Q. I ran the 3p ionisation of six ions with 13 electrons in scalar-relativistic LDA and set Dirac-Fock beside it. Why does the LDA value, which stays within 6 eV of the NIST table up to Pd33+, drop so far below it for tungsten and bismuth?

Ions with configuration [Ne] 3s² 3p¹ in spin-polarised scalar-relativistic LDA (VWN5), from Quantum ESPRESSO 7.5 (ld1.x), with spherical densities and a point nucleus. Ionisation energies are total-energy differences. The Dirac-Fock column is from a B-spline radial atomic code, version 1 (Dirac-Coulomb, configuration average, Fermi nucleus, no Breit or QED terms).

```
species   Z  charge (e)  ionisation energy (eV)  −ε(highest occupied) (eV)  highest level mean radius (bohr)  NIST table (eV)  kind of table value  stated uncertainty (eV)  computed less table (eV)  IE, Dirac-Fock (eV)
    P2+  15           2                 30.1798                     24.897                            1.9561         30.20264             measured                    9e-05                   -0.0229               29.423
  Ni15+  28          15                 496.708                     479.37                           0.61616            495.4       semi-empirical                      1.7                      1.31               495.07
  Tc30+  43          30                 1686.89                     1656.2                           0.34910             1689       semi-empirical                        8                     -2.11               1685.1
  Pd33+  46          33                 2010.24                     1976.9                           0.32100             2016       semi-empirical                        9                     -5.76               2008.7
   W61+  74          61                 6472.87                     6414.8                           0.18055             6735       semi-empirical                        7                      -262               6489.2
  Bi70+  83          70                 8496.22                     8430.3                           0.15717             8950               theory                       60                      -454               8535.7
```

A. Every row is 3s² 3p¹ going to closed-shell 3s², so the rows are comparable. The Dirac-Fock column comes from a B-spline radial atomic code, with a four-component Dirac-Coulomb Hamiltonian and a Fermi nucleus. Begin with the two ends. At low charge the 3p electron is far out and slow, and the difficulty is its interaction with the other electrons. At high $Z$ it sits in a nearly bare Coulomb field. The ionisation energy IE then grows roughly as $Z^2$, repulsion between electrons as $Z$, and spin-orbit coupling as $Z^4$. "Computed less table" reaches −262 eV at W61+ and −454 eV at Bi70+, which is 3.9 % and 5.1 % of the table value. The power of $Z$ in a cause matters.

Q. My suspect is self-interaction. In LDA the electron partly repels itself, and more strongly as the orbital shrinks.

A. That effect leaves a mark, but in another column. By Janak's theorem, only approximate for this scalar-relativistic density, IE is the average of $-\varepsilon$ as the 3p occupation falls from one to zero, where $\varepsilon$ is the highest occupied eigenvalue. The gap $\mathrm{IE}+\varepsilon$ therefore measures how the energy curves with occupation. A charge cloud repelling itself has an energy proportional to $1/\langle r\rangle$, with $\langle r\rangle$ the mean radius of the level. The gap rises in each row, from 5.3 to 65.9 eV, while gap times $\langle r\rangle$ stays near 10.5 eV bohr with a full spread of 3.6 %. The numbers show Coulomb scaling; that self-interaction is its main source is standard theory.

The error in IE does not scale so. A fit of $-a/\langle r\rangle$ to all six errors leaves 106 eV rms. From W to Bi the error has a logarithmic slope of 4.8 in $Z$, against 1.2 for $1/\langle r\rangle$, and the stated uncertainties allow nothing below 3.3. Dirac-Fock has no self-interaction, yet it lies 246 and 414 eV below the table.

Q. Both calculations leave out Breit and QED terms, which rise steeply with $Z$. Are those the cause?

A. The Dirac-Fock runs evaluate them, with recoil. They lower IE in all six rows, by 7.7 eV at W61+ and 11.8 eV at Bi70+. The sign is wrong and the size is about 3 % of the deficit.

Q. What else do the two methods share?

A. Both remove an average 3p electron. In its own frame the electron sees the nucleus circling it, and the resulting magnetic field binds 3p$_{1/2}$ more tightly than 3p$_{3/2}$. NIST starts from the lowest level, 3p$_{1/2}$. That level has two states and the other four, so for a splitting $\Delta$ it lies $2\Delta/3$ below the weighted mean, and the averaged IE is short by that much. At W61+ the Dirac-Fock orbital energies give $\Delta = 369$ eV directly, so $2\Delta/3 = 246$ eV, 94 % of the LDA deficit.

For other rows take a hydrogen-like ion of charge $Z-\sigma$. In hartree the coupling constant is $\zeta=\tfrac12\alpha^2(Z-\sigma)\langle r^{-3}\rangle$, with $\alpha$ the fine-structure constant and $\langle r^{-3}\rangle=(Z-\sigma)^3/[n^3 l(l+\tfrac12)(l+1)]$. Since $\Delta=\zeta(l+\tfrac12)$, for $n=3$, $l=1$

$$\Delta \approx \frac{\mathrm{Ry}\,\alpha^2 (Z-\sigma)^4}{54}.$$

The exact Dirac levels were used in place of this leading term, and the one screening constant, $\sigma=4.77$, was fixed by the W61+ splitting alone, with no NIST value involved. Bi70+ was not part of the fit. There $Z-\sigma=78.23$, and $13.6\ \text{eV}\times 78.23^4/(137^2\times 54)\approx 500$ eV. With $(Z\alpha)^2$ near 0.37 the higher orders count, and the Dirac formula gives 637 eV. Then $2\Delta/3=425$ eV and $-454+425=-29$ eV, inside the ±60 eV of a table value that is itself theory. Dirac-Fock with Breit, QED and the splitting meets that value to about 1 eV. Neither heavy row is a measurement, so this is agreement with calculated or semi-empirical values, not with experiment. A separate estimate, three times the excess of the Dirac-Fock IE over the 3p$_{3/2}$ binding energy, gives 640 eV. It neglects relaxation and turns negative for P2+, where it is useless. The printed output below holds the rows.

Q. Is there a control?

A. The next electron of each ion is 3s, with no splitting. In the same runs LDA is within 1.2 eV of NIST from P3+ to Pd34+ and 17 eV above it for W62+, where the omitted Breit and self-energy shifts of a 3s level have the sign to reduce the excess. By the same weights, a 3p⁵ ion at high $Z$, where $jj$ coupling holds and a 3p$_{3/2}$ electron leaves, should err upward by nearly $\Delta/3$, apart from term splitting. At low charge the rule fails: in $LS$ coupling the ³P$_2$ level of 3p⁴ lies as far below its term as ²P$_{3/2}$ does, and the two shifts cancel in first order.

Q. Then technetium and palladium, which looked accurate, should be off as well?

A. They are, and here the account fails to close. Adding $2\Delta/3$ lowers the rms error of LDA over the six rows to 18 eV, but it lifts Tc30+ 17 to 18 eV and Pd33+ 20 to 22 eV above the table, about twice the stated ±8 and ±9 eV. Ni15+ ends 3 to 4 eV high against ±1.7 eV. Corrected Dirac-Fock is 14 to 19 eV high for Tc and Pd too. From Pd to W the raw error has slope 8.0 where the splitting has 4.7, so the abrupt jump is more than fine structure gives. My guess, untested here, is that these two semi-empirical values are low. Their small raw errors are no evidence of accuracy. For P2+ the model's 0.15 eV is too large, as an outer electron is screened more at low charge than a constant fixed at W61+ allows.

Q. Does the functional matter nowhere?

A. It matters at the low end. Against the measured P2+ value LDA is off by −0.02 eV and Dirac-Fock by −0.78 eV, the usual sign when correlation is left out. LDA lies 0.8 to 1.8 eV above Dirac-Fock up to Pd33+, then 16 and 39 eV below it. The nuclear model is not the cause: the 3p$_{1/2}$ density at the W nucleus, 1508.68 bohr⁻³, shifts that level by less than 0.1 eV. The likely source is the Hamiltonian rather than the functional. A scalar-relativistic p level equals the weighted Dirac mean only to first order in the spin-orbit term; beyond that it lies above the mean, by an amount that grows faster than $\Delta$. Here the gap is 4 % of $\Delta$ at W61+ and 6 % at Bi70+, and it is about what corrected LDA still lacks, 16 eV at W61+ (outside ±7 eV) and 29 eV at Bi70+. A smaller share from exchange is not excluded by these rows. With the splitting and the Breit and QED shifts of 3p$_{1/2}$ itself, Dirac-Fock at W61+ remains 9.7 eV below the table, just outside ±7 eV.

Output of the analysis:

```
ion | LDA-NIST eV | % | DF-NIST eV | LDA-DF eV | NIST unc eV | kind
P2+ | -0.02 | -0.08 | -0.78 | 0.76 | 9e-05 | measured
Ni15+ | 1.31 | 0.26 | -0.33 | 1.64 | 1.7 | semi-empirical
Tc30+ | -2.11 | -0.12 | -3.90 | 1.79 | 8 | semi-empirical
Pd33+ | -5.76 | -0.29 | -7.30 | 1.54 | 9 | semi-empirical
W61+ | -262.13 | -3.89 | -245.80 | -16.33 | 7 | semi-empirical
Bi70+ | -453.78 | -5.07 | -414.30 | -39.48 | 60 | theory
rounding of the DF column: 0.0005 eV (P2+) to 0.05 eV (Tc30+ and heavier)
A: fit error = -a/<r>, a = 47.4 eV bohr, rms residual 106 eV
ion | IE+eps eV | -eps/IE | (IE+eps)*<r> eV bohr | residual of fit eV
P2+ | 5.28 | 0.825 | 10.33 | 24.2
Ni15+ | 17.34 | 0.965 | 10.68 | 78.3
Tc30+ | 30.69 | 0.982 | 10.71 | 133.7
Pd33+ | 33.34 | 0.983 | 10.70 | 142.0
W61+ | 58.07 | 0.991 | 10.48 | 0.5
Bi70+ | 65.92 | 0.992 | 10.36 | -152.1
(IE+eps)*<r>: mean 10.55 eV bohr, full spread 3.6 %
C: W61+ DF splitting 369.3 eV, 2/3 = 246.2 eV, Dirac screening sigma = 4.77
W61+ relaxation (mean -eps less IE) 0.40 eV; orbital estimate low by about 1.2 eV
ion | B: Breit+QED shift eV | split Dirac model eV | split orbital est. eV | 2/3 model | 2/3 est.
P2+ | -0.003 | 0.15 | -0.65 | 0.10 | -0.43
Ni15+ | -0.177 | 3.98 | 2.71 | 2.65 | 1.81
Tc30+ | -1.002 | 30.18 | 28.03 | 20.12 | 18.69
Pd33+ | -1.362 | 41.19 | 39.04 | 27.46 | 26.03
W61+ | -7.713 | 369.32 | 368.12 | 246.21 | 245.41
Bi70+ | -11.807 | 637.49 | 640.41 | 424.99 | 426.94
after adding 2/3 split, less NIST, eV: ion | LDA model | LDA est. | DF+B model | DF+B est. | unc
P2+ | 0.08 | -0.46 | -0.68 | -1.21 | 9e-05
Ni15+ | 3.96 | 3.12 | 2.15 | 1.30 | 1.7
Tc30+ | 18.01 | 16.58 | 15.22 | 13.79 | 8
Pd33+ | 21.70 | 20.27 | 18.80 | 17.37 | 9
W61+ | -15.92 | -16.72 | -7.30 | -8.10 | 7
Bi70+ | -28.79 | -26.84 | -1.12 | 0.83 | 60
C rms residual of LDA (Dirac model) 18 eV
share of LDA deficit from 2/3 split: W61+ 94 %, Bi70+ 94 %
log slope in Z, W to Bi: error 4.8 (range 3.3 to 6.1), split est. 4.8, 1/<r> 1.2
log slope in Z, Pd to W: error 8.0, split est. 4.7, 1/<r> 1.2
W61+ Breit+QED for 3p1/2 beyond the mean 2.4 eV; DF residual then -9.7 eV
(LDA-DF)/split: W61+ -0.044, Bi70+ -0.062; (Z alpha)^2 0.292, 0.367
3s control LDA-NIST eV (P3+ Ni16+ Tc31+ Pd34+ W62+): +0.10 -1.03 -1.18 -0.83 +16.98
```
